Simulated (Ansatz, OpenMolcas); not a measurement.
**How methods differ on SiH4O4 (orthosilicic acid)**

SiH4O4: 9 atoms, total charge 0, spin state singlet. SMILES: `O[Si](O)(O)O`. The coordinates come from a PBE0-D4/def2-TZVP relaxation. This is one conformer, not always the lowest.

Quantity: the HOMO–LUMO gap, in eV. The values are calculated.

```json
{"level": "HF/def2-SVP", "kind": "Hartree–Fock", "program": "OpenMolcas", "value (eV)": "17.86", "CPU time": "8.1 s"}
{"level": "BLYP/def2-SVP", "kind": "GGA", "program": "OpenMolcas", "value (eV)": "6.87", "CPU time": "25 s"}
{"level": "PBE/def2-SVP", "kind": "GGA", "program": "Ansatz", "value (eV)": "7.07", "CPU time": "3.4 s"}
{"level": "TPSS/def2-SVP", "kind": "meta-GGA", "program": "OpenMolcas", "value (eV)": "7.45", "CPU time": "31 s"}
{"level": "BHLYP/def2-SVP", "kind": "global hybrid", "program": "Ansatz", "value (eV)": "12.41", "CPU time": "5 s"}
{"level": "r2SCAN0/def2-SVP", "kind": "hybrid meta-GGA", "program": "Ansatz", "value (eV)": "10.79", "CPU time": "7.4 s"}
{"level": "wB97M-V/def2-SVP", "kind": "range-separated hybrid", "program": "Ansatz", "value (eV)": "14.03", "CPU time": "31 s"}
{"level": "wB97X/def2-SVP", "kind": "range-separated hybrid", "program": "Ansatz", "value (eV)": "14.69", "CPU time": "15 s"}
```

The values span 6.87 to 17.86 eV. Orbital gaps aren't excitation energies; they tend to grow with the share of exact exchange. Times are those of the runs behind each value, whatever else they computed, on shared processors of several kinds: orders of magnitude only.

Every method gives orthosilicic acid a wide gap, as expected for a saturated molecule with strong, polar Si–O and O–H bonds. The highest occupied levels are essentially oxygen lone pairs, held low by oxygen's electronegativity, and there is no low-lying π* orbital to receive an electron. The three semilocal functionals lie close together, from 6.87 to 7.45 eV, while the global hybrids, the range-separated hybrids and Hartree–Fock follow at successively larger values. The spread probably arises because a semilocal potential treats filled and empty orbitals alike, whereas nonlocal exchange stabilises the filled ones and leaves the empty ones exposed to the repulsion of all the electrons.

The wide separation is therefore a robust qualitative result, but its size is not, and agreement among the semilocal functionals is no sign of accuracy. The empty level is the less secure end of the gap: in a small saturated molecule it tends to be diffuse and weakly bound or unbound, so a compact basis without diffuse functions probably places it too high, most visibly in Hartree–Fock.
